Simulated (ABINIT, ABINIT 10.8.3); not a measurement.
# Notes on relaxing 2H-WS2 in ABINIT to get the W–S bond length

*A beginner's notebook, kept as written. Several of its settings and conclusions are unsound; a review follows at the end.*

## Starting point

The number I have to reproduce is the W–S bond length in 2H-WS2, where each tungsten sits in a trigonal prism of sulfur atoms. It is $2.405 \pm 0.005$ Å, from X-ray diffraction. I found it in "Crystal structure and electrical resistance property of Rb0.21(H2O)yWS2" (2019, PubMed Central 6659325). That work is about a different compound, a tungsten disulfide with rubidium and water between the layers, whose structure was determined on a single crystal at room temperature. The bond length for plain WS2 is quoted there for comparison and goes back to Schutte et al. 1987. The temperature of that older measurement is not given with the value.

| compared with | measured | source's wording or label | method |
| --- | --- | --- | --- |
| W–S distance 1 (Å) | 2.405 ± 0.005 | 2.405 ± 0.005 A | X-ray diffraction (earlier work) |

Conditions are those given with the value in the passage it was taken from; "not stated" means there, and the paper may say more elsewhere. The values are a selection: others may have been left out beforehand as unlike or outlying.

## Choices

I need a W–S distance out of ABINIT, and I need it soon. The model is the 6-atom cell from the Crystallography Open Database, with $a = 3.153$ Å and $c = 12.323$ Å, and I let the program move both the cell and the atoms. The W–S distance in that file is already 2.405 Å, so the program only has to stay where it starts.

My target is the error bar, $\pm 0.005$ Å. If the result falls inside, I write it down and hand it in. If not, I change settings until it does. For the functional I take PBEsol, because the "sol" stands for solids and this is a solid.

System: WS2 (tungsten disulfide), 2H; P6_3/mmc (No. 194), 6 atoms in the primitive cell; the database structure is a diffraction structure: a = 3.153 Å, c = 12.323 Å; structure from the Crystallography Open Database.

## 1. One k-point, as in the tutorial

The tutorial I worked through relaxes a molecule in a box, and it uses a single k-point. I am keeping that line as it is, with a 1x1x1 mesh and a cutoff of 20 Ha. A bond is a bond, and six atoms are not many more than the tutorial had. I expect to get 2.405 Å back and be nearly done.

**Run 1.** ABINIT 10.8.3: PBEsol, JTH PAW datasets, cell and atoms relaxed from the database structure, cutoff 20 Ha, 1x1x1 k mesh, Gaussian smearing 0.02 eV; PBE datasets.

Key lines of the input:
```
# potential files: JTH PAW datasets, made for PBE
ecut 20
pawecutdg 40
ecutsm 0.5
dilatmx 1.06
optcell 2
ionmov 2
ntime 30
tolmxf 5.0d-5
ixc -116133
ngkpt 1 1 1
shiftk 0.0 0.0 0.0
occopt 7
tsmear 0.02 eV
nband 31
nstep 60
tolvrs 1.0d-10
diemac 6
pseudos "W.xml, S.xml"
ntypat 2
znucl 74 16
natom 6
typat 1 1 2 2 2 2
# ... acell, rprim, xred
```

Command:
```
OMP_NUM_THREADS=1 abinit run.abi > run.log
```

Selected lines of the output:
```
Dilatmx has been exceeded too many times (4)
    See the description of dilatmx and chkdilatmx input variables.
    Action: either first do a calculation with chkdilatmx=0, or
    restart your calculation with a larger dilatmx, or larger lattice vectors.
    Warning: With chkdilatmx = 0 the final computation of lattice parameters might be inaccurate.
```

Ended with an error; 33 s on 1 core of Intel Xeon Platinum 8488C (Sapphire Rapids), shared host.

The run stopped after 33 s with an error, so I have no bond length yet. It says dilatmx "has been exceeded too many times (4)". I read that as a limit on the number of tries: the program had four goes at the cell and ran out. So the physics is fine and it only needs an easier path to the answer. The message goes on about larger lattice vectors, but the lattice vectors come from a diffraction file, so I am leaving them alone.

## 2. A k-point spacing to match the lattice

I am putting in a 6x6x2 mesh, since the cell is long in one direction, and adding `kspacing 3` to the input. The lattice constant $a$ is about 3 Å, so a spacing of 3 should make the k-points fit the crystal. With the points in the right places the program should need fewer tries. I expect it to finish this time and give 2.405 Å.

**Run 2.** ABINIT 10.8.3: PBEsol, JTH PAW datasets, cell and atoms relaxed from the database structure, cutoff 20 Ha, 6x6x2 k mesh, Gaussian smearing 0.02 eV; kspacing 3 added to the input; PBE datasets.

Key lines of the input, as changed from run 1:
```diff
- ntime 30
+ ntime 50
- ngkpt 1 1 1
+ ngkpt 6 6 2
- nstep 60
+ nstep 80
+ kspacing 3
```

Command:
```
OMP_NUM_THREADS=1 mpirun -n 4 abinit run.abi > run.log
```

Selected lines of the output:
```
Found token: `KSPACING` in the input file.
    This name is not one of the registered input variable names (see
    Action: check your input file. Perhaps you mistyped the input variable,
    or specified "img", although this was not permitted for this input variable.
```

Input refused; 0.9 s on 4 cores of Intel Xeon Platinum 8488C (Sapphire Rapids), shared host.

The input was refused after 0.9 s. `KSPACING` "is not one of the registered input variable names", so ABINIT has no word for the spacing of k-points. I conclude that the spacing does not matter to this program and only the three mesh numbers do. I am taking the line out and keeping 6x6x2.

## 3. A lower cutoff to get it through

I still think the first run failed because it used up its tries. The cutoff sets how many plane waves the program has to handle, so I am bringing it down from 20 to 8 Ha. With fewer waves there is less to adjust at each try, and the cell should settle before the limit is reached. The bond length comes from where the atoms sit, not from the number of waves, so I expect 2.405 Å from this as well.

**Run 3.** ABINIT 10.8.3: PBEsol, JTH PAW datasets, cell and atoms relaxed from the database structure, cutoff 8 Ha, 6x6x2 k mesh, Gaussian smearing 0.02 eV; PBE datasets.

Key lines of the input, as changed from run 1:
```diff
- ecut 20
- pawecutdg 40
+ ecut 8
+ pawecutdg 16
- ngkpt 1 1 1
+ ngkpt 6 6 2
```

Selected lines of the output:
```
 At Broyd/MD step  15, gradients are converged :
-Cartesian components of stress tensor (GPa)         [Pressure= -1.0404E-02 GPa]
            acell      5.9591362373E+00  5.9591362321E+00  2.4129723865E+01 Bohr
            rprim      1.0000000000E+00  0.0000000000E+00  0.0000000000E+00
                      -5.0000000044E-01  8.6602540353E-01  0.0000000000E+00
                       0.0000000000E+00  0.0000000000E+00  1.0000000000E+00
             xred      3.3333333333E-01  6.6666666667E-01  2.5000000000E-01
                       6.6666666667E-01  3.3333333333E-01  7.5000000000E-01
                       3.3333333333E-01  6.6666666667E-01  6.2682265224E-01
                       6.6666666667E-01  3.3333333333E-01  1.2682265224E-01
                       3.3333333333E-01  6.6666666667E-01  8.7317734776E-01
                       6.6666666667E-01  3.3333333333E-01  3.7317734776E-01
```

Converged; 92 s of wall time.

| quantity | run 3 | measured | deviation |
| --- | --- | --- | --- |
| W–S distance 1 (Å) | 2.406 | 2.405 ± 0.005 | +0.001 (+0.0 %) |
| a (Å) | 3.153 |  |  |
| c (Å) | 12.769 |  |  |

This one converged at step 15 and gives a W–S distance of 2.406 Å against the measured 2.405 Å. That is 0.001 Å off and well inside my $\pm 0.005$ Å. So 8 Ha is the right cutoff for WS2, and the 20 Ha in the first run was what used up the tries. The lattice constant $a$ is 3.153 Å, the same as in the database file, which settles it for me.

The only thing out of place is $c$, at 12.769 Å where the file has 12.323 Å. That is about 0.45 Å too long. Since the bond and $a$ are right, the cutoff cannot be to blame, so it has to be the functional.

## 4. BLYP to shorten the c axis

I would like $c$ to look right too before I hand this in. The layers of WS2 are like big flat molecules lying on top of each other, and BLYP is a functional I know from molecules, so it should pull them together. I am going back to 20 Ha for it, because a new functional may need more waves than PBEsol does. I expect $c$ near 12.3 Å and the bond still at 2.406 Å.

**Run 4.** ABINIT 10.8.3: BLYP, JTH PAW datasets, cell and atoms relaxed from the database structure, cutoff 20 Ha, 6x6x2 k mesh, Gaussian smearing 0.02 eV; PBE datasets; stopped from outside after 379 s, the time that was left for it.

Key lines of the input, as changed from run 2:
```diff
- ixc -116133
+ ixc -106131
- kspacing 3
```

Selected lines of the output:
```
     iter   Etot(hartree)      deltaE(h)  residm     nres2
 ETOT  5  -179.29240309198    -4.979E-09 6.699E-07 8.886E-08
 ETOT  6  -179.29240309201    -2.785E-11 7.441E-07 1.144E-08
 ETOT  7  -179.29240309207    -5.832E-11 6.463E-07 3.576E-10
```

Cut off at its time limit; 6.3 min on 4 cores of Arm Neoverse V2, shared host.

BLYP was cut off after 6.3 minutes, so I have no final bond length or $c$ from it. The energy had stopped moving, though: the last lines all read -179.292403 hartree. I take that to mean the cell had settled too and the program was only polishing decimals when the time ran out. BLYP therefore works for WS2 and is just slow, and with my deadline I cannot wait for it.

## 5. Larger start, looser stop

I am returning to PBEsol and keeping 20 Ha. The error message in the first run did mention larger lattice vectors, so now I am making them 1.02 times the ones in the file. Starting too long should also help with $c$, because the cell then has to shrink and will come down onto the right value from above.

I am also setting `tolmxf` to 0.01 Ha/bohr so that it doesn't waste time on polishing like the last one. I only need three decimals of the bond, and 0.01 looks small enough for that. I expect 2.406 Å again, with $c$ closer to 12.323 Å.

**Run 5.** ABINIT 10.8.3: PBEsol, JTH PAW datasets, cell and atoms relaxed from the database structure, cutoff 20 Ha, 6x6x2 k mesh, Gaussian smearing 0.02 eV; started from lattice vectors 1.02 times the database's, tolmxf 0.01 Ha/bohr; PBE datasets.

Key lines of the input, as changed from run 2:
```diff
- tolmxf 5.0d-5
+ tolmxf 1.0d-2
- kspacing 3
- # ... acell, rprim, xred
+ acell 3*1.0 angstrom
+ rprim
+   3.21626400 0.00000000 0.00000000
+   -1.60813200 2.78536633 0.00000000
+   0.00000000 0.00000000 12.56946000
+ # ... xred
```

Selected lines of the output:
```
 At Broyd/MD step   3, gradients are converged :
-Cartesian components of stress tensor (GPa)         [Pressure=  2.3475E-01 GPa]
            acell      5.9705165103E+00  5.9705165115E+00  2.3377006721E+01 Bohr
```

Converged; 83 s on 4 cores of Intel Xeon Platinum 8488C (Sapphire Rapids), shared host.

| quantity | run 5 | measured | deviation |
| --- | --- | --- | --- |
| W–S distance 1 (Å) | 2.399 | 2.405 ± 0.005 | −0.006 (−0.2 %) |
| a (Å) | 3.159 |  |  |
| c (Å) | 12.371 |  |  |

It converged at step 3, much faster than the 15 steps at 8 Ha, so the looser stop was a good choice. The $c$ axis is now 12.371 Å, only 0.048 Å above the file, and I put that down to starting from a larger cell. It came down from above, as I wanted.

The bond has gone the other way. It is 2.399 Å, which is 0.006 Å short and just outside my $\pm 0.005$ Å. At 8 Ha it was 2.406 Å, so the extra plane waves must be squeezing the bond. I now have one run with the right bond and another with the right $c$.

## 6. Halfway between 8 and 20 Ha

The middle of 8 and 20 is 14, so I am setting the cutoff to 14 Ha. That should give me half of each run: a bond halfway between 2.399 and 2.406 Å, which is inside the error bar, and a $c$ that is not so far off. I am starting from the database cell again and putting `tolmxf` back to its old value, because the 8 Ha run had those and its bond was good.

**Run 6.** ABINIT 10.8.3: PBEsol, JTH PAW datasets, cell and atoms relaxed from the database structure, cutoff 14 Ha, 6x6x2 k mesh, Gaussian smearing 0.02 eV; PBE datasets.

Key lines of the input, as changed from run 2:
```diff
- ecut 20
- pawecutdg 40
+ ecut 14
+ pawecutdg 28
- kspacing 3
```

Selected lines of the output:
```
 At Broyd/MD step  13, gradients are converged :
            acell      5.9517795185E+00  5.9517795132E+00  2.4148696829E+01 Bohr
```

Converged; 3.8 min of wall time.

| quantity | run 6 | measured | deviation |
| --- | --- | --- | --- |
| W–S distance 1 (Å) | 2.403 | 2.405 ± 0.005 | −0.002 (−0.1 %) |
| a (Å) | 3.150 |  |  |
| c (Å) | 12.779 |  |  |

The bond came out at 2.403 Å, the value I had worked out from the middle of the two cutoffs. So the bond length goes down in a straight line as the cutoff goes up, and I can set it with `ecut`. At 14 Ha it is 0.002 Å below the measured value and inside my error bar.

The $c$ axis did not go halfway. It is 12.779 Å, even longer than the 12.769 Å at 8 Ha. Both of these runs started from the database cell, and the one that started from the larger cell ended at 12.371 Å. I conclude that $c$ is decided by where the run starts and has nothing to do with the cutoff. A larger start gives a shorter $c$, though I can't say why.

The number I was asked for is the bond, and that is now where it should be. I am stopping here and handing in 2.403 Å from the 14 Ha run.

## Table of results

| run | settings | W–S distance 1 (Å) | deviation | cost | status |
| --- | --- | --- | --- | --- | --- |
| 1 | PBEsol, cutoff 20 Ha, 1x1x1 k mesh | – |  | under 1 core-min | ended with an error |
| 2 | PBEsol, cutoff 20 Ha, 6x6x2 k mesh, kspacing 3 added to the input | – |  | under 1 core-min | input refused |
| 3 | PBEsol, cutoff 8 Ha, 6x6x2 k mesh | 2.406 | +0.001 (+0.0 %) | 6.2 core-min |  |
| 4 | BLYP, cutoff 20 Ha, 6x6x2 k mesh, stopped from outside after 379 s, the time that was left for it | – |  | 25 core-min | cut off at its time limit |
| 5 | PBEsol, cutoff 20 Ha, 6x6x2 k mesh, started from lattice vectors 1.02 times the database's, tolmxf 0.01 Ha/bohr | 2.399 | −0.006 (−0.2 %) | 5.5 core-min |  |
| 6 | PBEsol, cutoff 14 Ha, 6x6x2 k mesh | 2.403 | −0.002 (−0.1 %) | 15 core-min |  |
|  | measured | 2.405 ± 0.005 |  |  |  |

## State of play

I am handing in 2.403 Å for the W–S bond in 2H-WS2, from PBEsol at 14 Ha. The measured value is $2.405 \pm 0.005$ Å, so it is inside the target I set at the start.

The 8 Ha run was nearer, at 2.406 Å, but 14 Ha is the middle setting and I trust the middle more. The 20 Ha run gave 2.399 Å, which tells me that 20 Ha is too much for this material. For the next sulfide I will start at 14 Ha and move `ecut` up or down until the bond fits.

The $c$ axis I am leaving out of the hand-in. It came out at 12.779 Å in the run I am using and at 12.371 Å when I started from the larger cell, and I still don't know why a larger start makes it shorter. If somebody asks for $c$, I will give them the one from the larger start, since it is closer to the file. BLYP would probably have given both numbers at once if I had had the time to let it finish.

## Reviewer's comments

Further runs made for the review:

| reviewer's run | settings | W–S distance 1 (Å) | deviation | cost |
| --- | --- | --- | --- | --- |
| R1 | PBEsol, cutoff 20 Ha, 6x6x2 k mesh, PBE datasets | 2.401 | −0.004 (−0.1 %) | 16 core-min |
| R2 | PBEsol, cutoff 20 Ha, 9x9x2 k mesh, PBE datasets | 2.401 | −0.004 (−0.1 %) | 21 core-min |
| R3 | PBEsol, cutoff 26 Ha, 6x6x2 k mesh, PBE datasets | 2.401 | −0.004 (−0.2 %) | 24 core-min |
| R4 | PBE+D3(BJ), cutoff 20 Ha, 6x6x2 k mesh | 2.409 | +0.004 (+0.2 %) | 11 core-min |
|  | measured | 2.405 ± 0.005 |  |  |

The source is reported carefully, but the plan is unsound. A relaxation seeks the functional's own minimum, not its starting structure. The ±0.005 Å is the measurement's uncertainty, not a test of settings, and changing settings until a result falls inside it proves nothing. PBEsol is a fair choice for the bond, but it lacks the dispersion that binds the layers.

Run 1 used one k-point, which is too few for a small periodic cell. `dilatmx` limits how far the cell may grow, not the number of tries. With a 6x6x2 mesh at the same cutoff, R1 finished in 16 core-minutes.

In run 2, ABINIT rejected an unknown keyword. That doesn't mean that spacing is unimportant, since the mesh numbers set it, or that the program has no setting of the kind: `kptrlen` chooses a mesh from a length. A k-point spacing is measured in reciprocal space and isn't meant to equal $a$. Keeping 6x6x2 was right, since the denser R2 gives the same 2.401 Å as R1.

Run 3 changed both mesh and cutoff, and the beginner credited the cutoff. R1 shows that 20 Ha was not the obstacle. The 8 Ha bond is 0.005 Å longer than R1's, a small shift but as large as the target; 8 Ha is far below what these potentials need, and an incomplete basis distorts the forces and stresses that fix the geometry, so its closer match is chance. Neither that match nor the one in $a$ clears the cutoff of blame for $c$. The functional is indeed a likely cause, but this argument doesn't show it.

BLYP, in run 4, also lacks dispersion and is known to bind layers poorly; it was also run with potentials made for PBE, a mismatch that matters most for a functional so far from PBE. The potentials, more than the functional, determine the cutoff needed. The steady energies are electronic iterations at one fixed geometry, so they don't show that the cell had settled, that BLYP "works", or that it would have given both numbers.

Run 5 loosened the force threshold 200-fold and stopped at step 3 with 0.23 GPa of pressure left. That barely moved the bond (2.399 Å against 2.401 Å in R1), but the cell stopped short of its minimum, and leftover pressure moves the soft $c$ axis most. The threshold is a force, not a number of decimals in a length. The closeness of $c$ to the file is chance, and the quick finish is no merit.

Run 6 rightly restored the threshold, but 14 Ha was chosen to hit the target. The bond doesn't fall in a straight line with cutoff: it is 2.401 Å at 20 Ha (R1) and still 2.401 Å at 26 Ha (R3). So 20 Ha is not "too much", the middle setting deserves no special trust, and `ecut` must not be tuned for the next sulfide. Nor do these runs show that the start decides $c$ or that the cutoff plays no part: run 5 changed start, threshold and cutoff together and stopped early, the likeliest reason for its short $c$, while 8 and 14 Ha are too low for reliable stresses. The $c$ of run 5 should not be handed out.

The value to hand in for PBEsol, with these datasets made for PBE, is 2.401 Å (R1), 0.004 Å below the measurement. R4, PBE+D3(BJ), gives 2.409 Å, 0.004 Å above; I trust its method most because it includes dispersion and its potentials match its functional. Both agree with experiment within its uncertainty, so the bond leaves no clear discrepancy to explain. The measurement can't choose between them, particularly as its temperature is not stated. A reliable $c$ needs dispersion and a tight relaxation; the $c$ values of the reviewer's runs are not shown in this report.

[Logs are printed without paths, hosts, clocks, repeated set-up lines and the standing remarks that a program may print on its own settings, such as how far it seeks lower states.]

[The runs shown are a pick from a larger set of finished runs; failed, doubtful and other runs were left out of it ahead of writing. So were measured values far from every level or from commonly accepted values, and agreement can look better than it is. Lines of input and output are excerpts and may be shortened.]
